How far up the compressed side of a crystal's energy curve can five energies from near its bottom be trusted? The crystal here is cadmium sulphide in the zincblende structure, where each atom has four neighbours of the other kind. The cell is scaled as a whole, so every Cd–S bond shortens or lengthens by the same fraction. Two energies at the compressed end are withheld.

Zincblende CdS (2-atom cell) computed with exciting sodium: PBE, all-electron LAPW+lo, no spin polarisation or spin–orbit coupling, rgkmax 7.5, 8×8×8 k mesh, Fermi–Dirac smearing of 0.05 eV. The cell is scaled uniformly with fractional positions fixed, and energies are counted from the minimum of the curve fitted to all seven volumes.

```csv
volume (Å³/atom),energy (meV/atom)
23.32,?
23.82,?
24.31,22.14
24.81,10.98
25.30,3.72
25.80,0.59
26.30,0.33
```

Energies are counted per atom from the minimum of a smooth curve through the calculation. Going down the known rows the crystal expands, and its energy falls from 22.14 meV to less than 1 meV. The last two rows lie on either side of the minimum and differ by only 0.26 meV. Each run was converged to about 0.14 meV per atom, so it is not safe to say which of the two is lower.

Near a minimum any smooth curve looks like a parabola, but a parabola in what? The obvious choice is volume. It implies that the energy curve bends equally everywhere, so that an ångström cubed of compression meets the same extra resistance early and late. The bulk modulus, which measures resistance to uniform squeezing, is the volume times this curvature. With constant curvature it would shrink along with the volume, and the crystal would grow softer under pressure.

Bonds argue against that. The attraction between cadmium and sulphur changes gradually with distance. The repulsion comes from filled electron shells that begin to overlap, which the Pauli principle makes costly, and it climbs much more steeply. At equilibrium the two forces balance; under compression the steep one takes over, and each further shortening meets a stiffer bond.

A simple way to build in this stiffening is to use a parabola in the inverse square of the bond length. Because the bond length follows the cube root of the volume $V$, this gives the Birch–Murnaghan form, called the strain form below,

$$E = E_0 + \tfrac{9}{8}\,V_0 B\left[\left(\frac{V_0}{V}\right)^{2/3}-1\right]^2 ,$$

where $E_0$ is the lowest energy, $V_0$ the volume at which it occurs and $B$ the bulk modulus there. In this form the modulus at first rises by 4 GPa for each GPa of pressure, a usual value for solids. The parabola in volume has a slope of −1 instead. Both have three adjustable constants.

Both were fitted to the five known energies, and both follow them closely, with typical deviations of 0.11 meV for the strain form and 0.17 meV for the volume parabola. That is too small a difference to settle the matter. So close to the bottom, stiffening has hardly begun to show. The choice of the strain form therefore rests on the physics of the bond.

For the smallest volume the forecast can be worked by hand. Measured from the cell at 24.81 Å³ per atom, the strain variable is

$$u=\left(\frac{24.81}{23.32}\right)^{2/3}-1 = 0.042155 ,$$

and the fitted curve, with its square multiplied out, gives

$$E = 10.91 + 678.4\,u + 10551\,u^2 \approx 10.91+28.60+18.75 \approx 58.3\ \text{meV}.$$

This row played no part in the fit.

The error bar has two sources. Small errors in the known energies tilt the curve and grow on the way out, to about 0.7 meV at the smallest volume. The assumed slope of 4 could also be off by a unit, which would shift the forecast there by a similar amount. Fitting the slope as well would be no cure: the five energies fix it so poorly that the noise would grow to 2.4 meV.

The forecasts are thus **near 38 meV, within 1 meV, at 23.82 Å³** and **near 58 meV, within 2 meV, at 23.32 Å³**. The ranges are about twice the combined effect of the two sources, rounded up. Each further step of compression should cost more than the last, and at the smallest volume the energy should lie above the volume parabola, which gives 55 meV. The equilibrium volume, bulk modulus and modulus slope reported for the complete curve were known beforehand but not used as input, so this tests how far five rows reach and is not a blind prediction.

The withheld rows as computed:

```csv
volume (Å³/atom),energy (meV/atom)
23.32,58.74
23.82,38.22
```

Both energies fall inside their ranges. The strain form is too low by 0.7 meV at 23.82 Å³ and by 0.5 meV at 23.32 Å³. The steps do grow, from 16.1 to 20.5 meV, although any upward-opening parabola would have promised that much. The sharper test is the comparison of the two forms, printed in full after this text.

The volume parabola falls short by 1.7 meV at the first withheld volume and by 3.8 meV at the second. Noise in the known energies, carried outward in the same way, would explain only about 1 meV of the larger miss. The computed crystal does stiffen as it is squeezed. That closed-shell repulsion is the reason is standard bonding physics, which these total energies do not separate out.

The smaller misses of the strain form have a pattern of their own. If the true slope were above 4, both forecasts would be too low, but the error would be about three times larger at the smallest volume than at its neighbour. The misses do not grow in that way, and the complete curve, with a slope of 3.83, does not ask for a higher value. Part of the miss at 23.82 Å³ is mere rounding: that cell was run at 23.815 Å³, and on so steep a stretch of the curve the difference is worth nearly 0.2 meV. Small errors in the energies, in the known rows and in the withheld ones, are the likeliest cause of the rest, though only more tightly converged runs could confirm it.

What the known rows fix well is the position of the minimum. They place it at 26.06 Å³ per atom, against 26.05 Å³ for the complete curve, and give a bulk modulus of 54 GPa against 55.3 GPa. The smallest cell is therefore compressed by about 10% in volume, but by less than 4% in bond length. A modest change in the bond is enough to make the choice of curve matter.

The energies also show what such a compression means in practice. Pressure is the energy gained per volume lost, so the last step corresponds to $20.5/0.50 = 41$ meV/Å³, or nearly 7 GPa. This is the pressure in the PBE crystal. The functional usually makes semiconductor crystals somewhat too large, so a real crystal squeezed to the same volume would be under less pressure. Real cadmium sulphide usually has the wurtzite structure, a close relative of zincblende, and changes to the denser rocksalt structure at a pressure of a few GPa. The upper end of this curve thus describes a zincblende crystal at pressures where rocksalt is probably the stable form, however well its energy is forecast.

For planning such a calculation, the rule is to let rows near the minimum fix the equilibrium volume and to place others well away from it if the stiffening itself is wanted. Where only the near rows exist, a curve that stiffens in the usual way is a better guide to compression than a parabola in volume, and its error bar should widen with every step beyond the last known point.

Printed output of the fit:

```
Energy tolerance of one run, meV/atom: 0.1361
Forecast half-width at the smallest volume, meV/atom: 2
Forecast half-width at the second smallest volume, meV/atom: 1
fit of energy on 5 rows: constant 10.91 +/- 0.11, coefficient of u 678.4 +/- 8, coefficient of u**2 10551 +/- 278; rms 0.11, worst 25.3 0.17, leave-one-out rms 0.264
  rows outside the fit (model, value, miss): 23.32 58.25, 58.74, -0.485; 23.82 37.57, 38.22, -0.653
fit of energy on 5 rows: constant 11.05 +/- 0.16, coefficient of w -453.9 +/- 8.2, coefficient of w**2 4619 +/- 176; rms 0.167, worst 25.8 -0.296, leave-one-out rms 0.597
  rows outside the fit (model, value, miss): 23.32 54.97, 58.74, -3.77; 23.82 36.52, 38.22, -1.7
Scatter of known rows about the strain form (two degrees of freedom), meV/atom: 0.1745
Noise carried to the smallest volume, meV/atom: 0.6935
Noise carried to the second smallest volume, meV/atom: 0.3742
Effect of one unit of modulus slope at the smallest volume, meV/atom: 0.6568
Effect of one unit of modulus slope at the second smallest volume, meV/atom: 0.2097
Twice the combined spread at the smallest volume, meV/atom: 1.91
Twice the combined spread at the second smallest volume, meV/atom: 0.8579
Noise at the smallest volume if the slope were also fitted, meV/atom: 2.419
Equilibrium volume from the five known rows, A^3/atom: 26.06
Bulk modulus from the five known rows, GPa: 54.02
Cd-S bond length at the smallest volume, A: 2.474
Computed rise from third to second smallest volume, meV/atom: 16.08
Computed rise from second smallest to smallest volume, meV/atom: 20.52
Strain-form miss over half-width, smallest volume: -0.2427
Strain-form miss over half-width, second smallest volume: -0.6529
```
